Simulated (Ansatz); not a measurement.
# Pd: energy above lowest point against volume scale

Results calculated with Ansatz 0.2.0, not measured. Free energy against uniform scaling of the volume at fixed shape and fractions; periodic cell, basis, potentials, k mesh and filling as listed.

The cell before it is scaled or strained (space group Fm-3m, No. 225):
```
cell vectors (Å)
   0.0000     1.9465     1.9465
   1.9465     0.0000     1.9465
   1.9465     1.9465     0.0000
atoms (fractions of the cell vectors)
Pd  0.00000  0.00000  0.00000
```

Settings of every row: functional PBE; dispersion none; potentials all-electron LAPW; k mesh 10x10x10; k shift 0x0x0; occupations gaussian; smearing width 0.1 eV; spin none; basis error target 0.001 eV/atom; SCF threshold exponent -8.

Limits: coarse k mesh, up to 40 meV an atom off.

```csv
row,volume scale,V (Å³/atom),energy above lowest point (meV/atom)
1,0.94,13.865,?
2,0.97,14.308,38.7
3,1,14.75,10.8
4,1.03,15.193,0
5,1.06,15.635,3.5
```

Question: what energy above lowest point should row 1 give?

Worked fit of energy above lowest point. Take u = (V_r/V)^(2/3) − 1 with V_r = 14.971 Å³ an atom, which is twice the finite (Eulerian) strain; such expansions in the strain, on which the Birch-Murnaghan equation of state is built, carry the rest volume and the bulk modulus. The shown rows have u = 0.03066, 0.00996, -0.00977, -0.02852. Least squares give energy above lowest point = 3.45 + 552.2 × u + 19459 × u² meV/atom; a straight line predicts inner rows, each left out in turn, worse (root mean square 11 against 0.19 meV/atom). The rows lie off it by 0.0, -0.1, 0.1, 0.0. The withheld row has u = 0.0525, so the fit gives 3.45 + 552.2 × (0.0525) + 19459 × (0.0525)² = 86.1 meV/atom.

The calculation gave 87.3 meV/atom. The fit lies 1.2 meV/atom (1.4 % of the value, 1.4 % of the column's range) below it; its largest miss of a shown row is 0.1 meV/atom. This row lies beyond the range of the fit.
